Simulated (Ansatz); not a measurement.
# A series in volume per atom on TaN

All results are calculated (Ansatz 0.2.0). Periodic Kohn-Sham DFT of a crystal at fixed atoms; pressure and stress are positive in compression; the energy is the free energy less that of spherical unpolarised free atoms; site moments are those in the method's own spheres, positive along +z.

Cell of the first row (space group P-6m2, No. 187):
```
cell vectors (Å)
   2.8780     0.0000     0.0000
  -1.4390     2.4924     0.0000
   0.0000     0.0000     2.8241
atoms (fractions of the cell vectors)
Ta  0.33333  0.66667  0.50000
N   0.00000  0.00000  0.00000
```

Settings of every row: method frozen-core PAW; functional LDA; relativity scalar; k mesh 12x12x10; filling fermi-dirac; smearing width 0.02 eV; wave cutoff 420 eV; paw set soft_2.

Atom start moment: 0 on all atoms.

Limits: PAW files made with PBE; no spin-orbit coupling on heavy atoms.

| row | volume per atom (Å³) | pressure (GPa) |
| --- | --- | --- |
| 1 | 10.129 | 11.978 |
| 2 | 10.345 | 3.25 |
| 3 | 10.56 | ? |
| 4 | 10.668 | -8.167 |
| 5 | 10.776 | -11.573 |
| 6 | 10.884 | -14.794 |
| 7 | 10.991 | -17.842 |
| 8 | 11.207 | -23.454 |
| 9 | 11.422 | -28.473 |

Question: what pressure should row 3 give?

Worked fit of pressure. Take u = (V_r/V)^(2/3) − 1 with V_r = 10.83 Å³ an atom, which is twice the finite (Eulerian) strain; such expansions in the strain, on which the Birch-Murnaghan equation of state is built, carry the rest volume and the bulk modulus. The shown rows have u = 0.04562, 0.03102, 0.0101, 0.00334, -0.00331, -0.00979, -0.02255, -0.03486. Least squares give pressure = −13.2113 + 485.802 × u + 1411.79 × u² + 954 × u³ GPa; a parabola predicts inner rows, each left out in turn, worse (root mean square 0.017 against 0.011 GPa). The rows lie off it by -0.002, 0.005, -0.007, 0.000, 0.010, -0.009, 0.005, -0.002 (root mean square 0.006 GPa). The pressure vanishes at u = 0.0253, or V = 10.43 Å³ an atom, and there the bulk modulus at fixed shape and fractions is B = −V dP/dV = (2/3)(1 + u) dP/du = 382 GPa. Letting shape and atoms relax would as a rule lower it, by much in layered, chain or molecular crystals. The withheld row has u = 0.01697, so the fit gives −13.2113 + 485.802 × (0.01697) + 1411.79 × (0.01697)² + 954 × (0.01697)³ = -4.556 GPa.

The calculation gave -4.569 GPa. The fit lies 0.013 GPa (0.032 % of the column's range) above it; its largest miss of a shown row is 0.010 GPa.
